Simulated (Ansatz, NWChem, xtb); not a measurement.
## AlHOF2 (SMILES [OH][Al]([F])[F]): methods side by side

AlHOF2: 5 atoms, total charge 0, spin state singlet. As SMILES, `[OH][Al]([F])[F]`. Geometry: relaxed at PBE0-D4/def2-TZVP.

```xyz
5

O     0.0045    1.2270    0.0024
Al    0.1857   -0.4352    0.0921
F     1.4874   -1.0506    0.8626
F    -0.8979   -1.4718   -0.5667
H    -0.7299    1.6571   -0.4318
```

Each level gives the dipole moment (D). The values are calculated.

```csv
level,kind,program,value (D),CPU time
GFN2-xTB,semi-empirical,xtb,2.60,under 2 s
GFN0-xTB,semi-empirical,xtb,2.35,under 2 s
GFN1-xTB,semi-empirical,xtb,2.82,under 2 s
HF/STO-3G,Hartree–Fock,Ansatz,1.25,0.36 s
HF/3-21G,Hartree–Fock,Ansatz,2.46,0.51 s
HF/def2-SVP,Hartree–Fock,Ansatz,2.21,1.4 s
SVWN5/6-311G**,LDA,Ansatz,2.17,3.4 s
PBE0/pcseg-0,global hybrid,NWChem,2.41,3.8 s
B3LYP/6-31G* (spherical functions),global hybrid,Ansatz,?,5.1 s
PBE0/def2-SVP,global hybrid,Ansatz,2.10,4.4 s
```

Estimate what the levels marked ? give.

As computed at these levels: B3LYP/6-31G* (spherical functions): 2.03 D. The values span 1.25 to 2.82 D. Sets without polarisation functions give poor dipoles. Without the sets that lack polarisation functions the rows with a basis span only 2.03 to 2.21 D. CPU times are rough (shared hosts, several kinds of processor): they show what a rung costs within a factor of a few.

The dipole of AlHOF2 depends more on the flexibility of the basis than on the treatment of exchange and correlation. Around the nearly trigonal-planar aluminium, the strongly polar Al–F and Al–O bond contributions largely cancel, and the bent hydroxyl group, with its O–H bond and oxygen lone pairs, leaves much of the net moment. Such a remainder is sensitive to small errors in the charge distribution. The minimal basis gives only 1.25 D, probably because it cannot describe the expanded, electron-rich fluorine and oxygen valence shells. The unpolarised split-valence sets err the other way, since they lack the d functions that let the lone pairs polarise and delocalise towards aluminium.

In the same def2-SVP basis, going from Hartree–Fock to PBE0 lowers the dipole from 2.21 to 2.10 D, consistent with the usual excess of bond polarity in Hartree–Fock. The LDA and B3LYP rows use other bases, so they don't isolate a functional effect. The agreement among the polarised sets doesn't establish the basis-set limit, as none of them contains diffuse functions.
